## Choosing a k mesh for a WS₂ monolayer

Before the energies of a WS₂ monolayer are used to compare structures, someone has to decide how fine a k mesh to pay for. A quick test refines the mesh once and stops when the energy hardly moves. Here it would stop within about 1 meV/atom of the reference, yet a single small step is thin evidence: the energy does not approach its final value from one side, and one coarse mesh lands almost on it.

Non-spin-polarised PBEsol single-point calculations of a WS₂ monolayer with Ansatz 0.2.0, using PAW potentials made for PBE, plane-wave cutoffs of 420 eV for the wavefunctions and 1680 eV for the density, unshifted k meshes and Gaussian smearing of 0.1 eV. The energies are free energies per atom, counted from the run with the 10x10x2 mesh.

| k mesh | energy less reference (meV/atom) |
| --- | --- |
| 3x3x1 | 5.820 |
| 4x4x1 | -18.830 |
| 5x5x1 | 0.180 |
| 6x6x1 | 1.000 |
| 8x8x2 | 0.090 |

### Where the coarse meshes fail

The energies are counted from the 10x10x2 mesh. The 3x3x1 mesh lies 5.82 meV/atom above that reference, and the finer 4x4x1 mesh lies 18.83 meV/atom below it. Refining the mesh has therefore made the error larger and reversed its sign. Anyone who chose the lowest energy as the best would pick the worst mesh in the table.

The 5x5x1 mesh fails in a less visible way. It is only 0.18 meV/atom from the reference, but 6x6x1, with more points, is 1.00 meV/atom away. A user who stopped at 5x5x1 would have a good energy without good grounds for trusting it. Nothing in the run itself warns of this. In the data makers' tests on other systems, meshes as coarse as 3x3x1, 4x4x1 and 5x5x1 gave errors of up to 40 meV/atom; that is a reason for caution, not an error bar for WS₂. Whether 5x5x1 is really worse than 8x8x2, at 0.09 meV/atom, can't be decided, because the reference has a small unknown error of its own.

### Why the energy jumps

An N×N mesh that includes the zone centre treats the electrons as if the sheet were closed into a doughnut of N×N cells. On a small doughnut an electron wave can run once around and interfere with itself, which it can't do on an endless sheet. That spurious interference is the mesh error. In terms of a band energy in a fixed potential,

mesh average = true average + sum of F(N**R**) over all lattice vectors **R** ≠ 0,

where F(N**R**) is the part of the band energy that oscillates across the Brillouin zone with the period set by the vector N**R**. The mesh averages all other oscillations to zero.

Two consequences follow. The layer has a gap on every mesh, and in an insulator the influence of one cell on another dies off roughly exponentially with distance, so large doughnuts have small errors. The sign of F, however, is free, and each N picks out a different set of vectors. The error can thus jump from positive to negative while its typical size shrinks. The band sums of the runs are no direct test of this, because the potential changes with the mesh: they lie above the reference at both 3x3x1 and 4x4x1, although the total energies deviate in opposite directions.

This also explains why a low energy is no sign of quality. Adding functions to a basis set gives the same problem more freedom, so the energy can't rise. Changing the mesh replaces one doughnut by another, which is a different problem with its own energy.

Hückel theory shows the same effect in a simpler system, a ring of carbon atoms with equal bonds. Its π levels are those of an endless chain sampled at as many points as the ring has atoms. Per atom, the four-membered ring is less strongly bound than the chain and the six-membered ring more strongly, so the energy swings around its limit. The analogy ends there: the chain has no gap, its errors fade more slowly, and its rule for the signs does not carry over to WS₂.

### How large an error to expect

The simplest model keeps only the exponential decay. A straight line through the logarithm of the error's size against N, fitted by least squares to all five rows, gives

ln(|error| in meV/atom) ≈ 4.962 − 0.9322 N.

For N = 5 the right-hand side is 4.962 − 4.661 = 0.301, so the expected size is e^0.301 ≈ 1.35 meV/atom. The calculated deviation is 0.18 meV/atom, smaller by a factor of 7.5, although this row was part of the fit. In the other direction, the model gives less than a fifth of the error at 4x4x1. It is a guide to the order of magnitude and gives no signs.

The formula narrows down the cause. The six shortest vectors N**R** are equivalent by symmetry, so their contributions are equal and can't cancel one another, and farther vectors are expected to matter much less. The likeliest reading is therefore that F itself happens to be small at a distance of five cells, near a change of sign. F was not calculated, so this remains an inference. Why 4x4x1 is worse than 3x3x1 is likewise left open.

### How to recognise an accidental success

The Hartree energy, the classical repulsion of the electron density with itself, gives a second opinion. At a given mesh the total energy is stationary: a small error in the density changes it only to second order. The Hartree term responds to first order, so it shows a density that has not settled even when the total looks right.

In the same calculations the Hartree term of 5x5x1 is still 73 meV per three-atom cell from the reference, about 136 times the deviation of the total energy. In the other rows this ratio lies between about 9 and 30. The small total error at 5x5x1 is thus out of line with the state of its density.

Unlike that of the total energy, the Hartree deviation shrinks in size at every refinement, though it too changes sign, at 8x8x2. The same exponential form, fitted to its five values, reproduces each within a factor of 1.8 and falls to about 0.4 of its size per added division. A power law does nearly as well, within a factor of 2.1, so the preference for an exponential rests on the gap and not on these five points.

No reference run is needed to use this signal. Between 5x5x1 and 6x6x1 the total energy changes by only 0.82 meV/atom, while the Hartree term still moves by 73 − 45 = 28 meV per cell. One quiet step is not enough, though: from 3x3x1 to 4x4x1 the Hartree term moves by only 35 meV per cell while it is still 489 meV from the reference. A more cautious rule of thumb is to wait until both have become quiet over two successive refinements. Measured against the reference run, 6x6x1 serves a tolerance of about 1 meV/atom, and tenths of a meV call for 8x8x2. The rule without a reference is stricter: from 6x6x1 to 8x8x2 the Hartree term still moves by 52 meV per cell, so these meshes do not yet pass it.

### A good energy does not guarantee a good gap

The band gap depends on whether the mesh hits one particular point. The conduction band has its lowest level at K, a corner of the Brillouin zone, which a mesh of this kind contains only if N is a multiple of three. The valence edge behaves differently. If the Fermi level is taken as mid-gap, this edge stays within 0.02 eV on all meshes from 4x4x1 on, whether they hit K or not. The valence level at the zone centre, a point they all share, is therefore about as high as the one at K or higher. The gap of these runs is thus either indirect or close to the border between direct and indirect. So close a balance could also be shifted by the PAW potentials, which were made for PBE and not for PBEsol. The 3x3x1 and 6x6x1 meshes give gaps of 1.76 and 1.77 eV, whereas the reference mesh misses K and gives 1.98 eV. The best mesh for the energy is therefore about 0.2 eV too high for the gap. Spin–orbit coupling, which is absent here, is expected to split the valence band at K and lift its upper branch, which makes the gap direct; both edges would then depend on hitting K.

### Carrying the result to another cell

What counts is the size of the doughnut, not the number N. If the cell is doubled along both in-plane edges, a 3x3x1 mesh describes the same doughnut as 6x6x1 does here and has the same error per atom. A material with a smaller gap usually needs a larger doughnut, because its electrons feel the closure over longer distances.
